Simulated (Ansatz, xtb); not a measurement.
# Two isomers of C3H8BNO2

Structure I: `CNB1OCCO1`, a singlet. Structure II: `COB(C)NC=O`, a singlet. Both are isolated molecules in the gas phase, relaxed with B3LYP-D3(BJ)/def2-SVP; the shapes shown needn't be the lowest conformers.

I (Å):

```json
{"atom": "C", "x (Å)": "-0.2455", "y (Å)": "-3.0031", "z (Å)": "-0.5216"}
{"atom": "C", "x (Å)": "0.9561", "y (Å)": "1.5061", "z (Å)": "0.5166"}
{"atom": "C", "x (Å)": "2.0674", "y (Å)": "0.7160", "z (Å)": "-0.2127"}
{"atom": "B", "x (Å)": "0.2208", "y (Å)": "-0.5704", "z (Å)": "0.0082"}
{"atom": "N", "x (Å)": "-0.6327", "y (Å)": "-1.6794", "z (Å)": "-0.0865"}
{"atom": "O", "x (Å)": "-0.2009", "y (Å)": "0.6878", "z (Å)": "0.3992"}
{"atom": "O", "x (Å)": "1.5734", "y (Å)": "-0.6156", "z (Å)": "-0.2793"}
{"atom": "H", "x (Å)": "-0.3828", "y (Å)": "-3.7639", "z (Å)": "0.2689"}
{"atom": "H", "x (Å)": "-0.8164", "y (Å)": "-3.3373", "z (Å)": "-1.4073"}
{"atom": "H", "x (Å)": "0.8188", "y (Å)": "-2.9956", "z (Å)": "-0.7947"}
{"atom": "H", "x (Å)": "-1.6035", "y (Å)": "-1.5609", "z (Å)": "0.1772"}
{"atom": "H", "x (Å)": "1.1970", "y (Å)": "1.6583", "z (Å)": "1.5847"}
{"atom": "H", "x (Å)": "0.7706", "y (Å)": "2.4944", "z (Å)": "0.0660"}
{"atom": "H", "x (Å)": "2.2387", "y (Å)": "1.1002", "z (Å)": "-1.2350"}
{"atom": "H", "x (Å)": "3.0290", "y (Å)": "0.7386", "z (Å)": "0.3247"}
```

II (Å):

```xyz
15

C    -0.1500   -2.3146   -1.5855
C    -0.1616   -0.7945    1.0768
C     1.9865    1.5059    0.7512
B     0.7208   -0.5012   -0.1884
N     1.6814    0.5883   -0.2278
O     0.6928   -1.2061   -1.3562
O     1.4894    1.5643    1.8517
H     0.0405   -2.6829   -2.6042
H     0.0509   -3.1351   -0.8758
H    -1.2160   -2.0411   -1.5082
H     0.4831   -0.9696    1.9536
H    -0.7511    0.0988    1.3405
H    -0.8429   -1.6496    0.9584
H     2.2068    0.6990   -1.0916
H     2.7750    2.2287    0.4211
```

Quicker runs give these differences E(II) − E(I): GFN2-xTB +26.7 kcal/mol; HF/STO-3G +54.6 kcal/mol (at GFN2-xTB geometries); r2SCAN-D4/def2-SVP +12.9 kcal/mol (at GFN2-xTB geometries).

Q: Estimate E(II) − E(I) at the level CCSD(T)/def2-SVP + ΔMP2/def2-TZVPP.

A: Calculated at CCSD(T)/def2-SVP + ΔMP2/def2-TZVPP: E(II) − E(I) = +15.0 kcal/mol, so structure I lies lower.

How the difference moves with the method:

| level | geometry | E(II) − E(I) (kcal/mol) | departure from the last row (kcal/mol) | job, with rough time for the two |
| --- | --- | --- | --- | --- |
| GFN2-xTB | GFN2-xTB | +26.7 | +11.7 | optimisation, 0.18 s |
| HF/STO-3G | GFN2-xTB | +54.6 | +39.7 | single point, 0.2 s |
| r2SCAN-D4/def2-SVP | GFN2-xTB | +12.9 | −2.1 | single point, 1.1 s |
| B3LYP-D3(BJ)/def2-SVP | B3LYP-D3(BJ)/def2-SVP | +12.0 | −3.0 | optimisation, 46 s |
| HF/def2-SVP | B3LYP-D3(BJ)/def2-SVP | +14.6 | −0.4 | part of the CCSD(T) run |
| MP2/def2-SVP | B3LYP-D3(BJ)/def2-SVP | +13.4 | −1.6 | part of the CCSD(T) run |
| CCSD(T)/def2-SVP | B3LYP-D3(BJ)/def2-SVP | +13.6 | −1.4 | single point |
| CCSD(T)/def2-SVP + ΔMP2/def2-TZVPP | B3LYP-D3(BJ)/def2-SVP | +15.0 |  | single point, 19 s |

As drawn, II has 1 C–B, 1 C=O in place of 1 B–O, 1 C–O, 1 C–C. Structure I has a 5-membered ring, II no ring.

The levels shown agree on the order. The largest departure from CCSD(T)/def2-SVP + ΔMP2/def2-TZVPP is that of HF/STO-3G, 39.7 kcal/mol. The last row adds to CCSD(T) the change of the MP2 difference between the two basis sets, here +1.4 kcal/mol.

With thermal terms from frequencies at re-optimised GFN2-xTB minima (ideal gas, soft modes damped towards free rotors, one conformer each, 298.15 K, 1 atm): the zero-point term adds −2.2 kcal/mol; ΔH is +13.8 and ΔG +11.5 kcal/mol.

The correlated steps freeze 7 core orbitals. Programs: Ansatz 0.2.0, xtb 6.7.1; the last row on 4 threads of AMD EPYC 9R45 96-Core Processor (Zen 5) on a shared host.

The cyclic aminodioxaborolane I is clearly favoured over the open-chain N-formyl aminoborane II, and the preference survives the thermal terms. The main reason is probably the boron environment. In I, two oxygens and the amine nitrogen all donate π density into boron's empty p orbital, whereas II gives up one strong B–O bond for a B–C bond, and its nitrogen lone pair is shared with the formyl group. The longer B–N distance in II fits this competition. The carbonyl bond and amide resonance recover only part of the loss, and strain in the five-membered ring is evidently too small to reverse the order.

The outlying HF/STO-3G value points to the minimal basis rather than to missing correlation, since Hartree–Fock in def2-SVP lies close to CCSD(T) in the same basis. The drop from ΔH to ΔG is consistent with the greater flexibility of the open chain. The energy difference says nothing about the barrier to interconversion.
